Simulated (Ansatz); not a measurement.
# Loss of CH4: how K changes with temperature for BH(CH3)2(OH2) ⇌ BH(CH3)(OH) + CH4

Species: BH(CH3)2(OH2), singlet; BH(CH3)(OH), singlet; CH4 (methane) `C`, singlet. This is a balance of energies; it says nothing on the path, which may need atoms to shift.

The electronic reaction energy at CCSD(T)/CBS estimate is -114.9 kJ/mol. Shapes: PBE0-D4/def2-TZVP. Flexible molecules stand in one conformer, not always the lowest. Programs: Ansatz 0.2.0. Enthalpy and entropy come from rigid-rotor, harmonic-oscillator sums on unscaled PBE0-D4/def2-TZVP wavenumbers, ideal gases at 1 bar; R ln 2 is added for the mirror twin of the chiral shape of BH(CH3)2(OH2). Symmetry numbers: BH(CH3)2(OH2) 1, BH(CH3)(OH) 1, CH4 12. R = 8.3145 J/(mol K).

| T (K) | ΔH (kJ/mol) | ΔS (J/(mol K)) |
| --- | --- | --- |
| 600 | -125.1 | +113.1 |
| 800 | -128.6 | +108.1 |
| 1000 | ? | ? |

Question: Work out ln K at 600 and 800 K, and from these estimate it at 1000 K.

Answer: 
1. 600 K: ΔG = -125.1 − 600 × (+113.1)/1000 = -193.0 kJ/mol; ln K = −ΔG/RT = +38.69.
2. 800 K: ΔG = -128.6 − 800 × (+108.1)/1000 = -215.1 kJ/mol; ln K = −ΔG/RT = +32.34.
3. Slope against 1000/T: (+32.34 − (+38.69))/(1.2500 − 1.6667) = +15.24, that is −ΔH/R with ΔH near -127 kJ/mol.
4. 1000 K: ln K = +38.69 + (+15.24) × (1.0000 − 1.6667) = +28.53.

The full sums give ΔH = -132.0 kJ/mol, ΔS = +104.2 J/(mol K), ΔG = -236.2 kJ/mol and ln K = +28.41 at 1000 K, so the line is off by +0.12 in ln K; without rounding the miss is +0.11, from the change of ΔH with temperature. The products are favoured over this whole range. The number of molecules rises, which sets the sign of ΔS, and lower pressure favours the products. An error of 10 kJ/mol in the energy moves ln K by 1.2 at 1000 K. Soft modes are treated as harmonic, which can err either way at these temperatures; the lowest are those of BH(CH3)2(OH2) (85 cm⁻¹), BH(CH3)(OH) (110 cm⁻¹). Other conformers aren't counted. The CBS estimate extrapolates MP2 from def2-TZVPP and def2-QZVPP and adds CCSD(T) − MP2 in the triple-zeta set, cores frozen.

Methane loss is favoured by both enthalpy and entropy, so no temperature in the table brings the balance near a crossover. The heat released reflects the exchange of a B–C bond and an O–H bond for a strong B–O bond and a C–H bond. In the adduct, water is held only by a dative bond, whereas in the three-coordinate product the oxygen can also donate π density into the empty boron p orbital. Although ΔG grows more negative on heating, ln K falls from +38.69 to +28.41, because K follows ΔG/T and the reaction is exothermic. The slight curvature comes from a negative heat-capacity change: splitting one molecule into two turns vibrations into translations and rotations, which hold less heat once those vibrations are thermally excited. The large K does not make methane the expected first product, since the hydridic B–H bond beside an acidic O–H also opens a route to H2, and simple loss of water may compete in the hot gas.
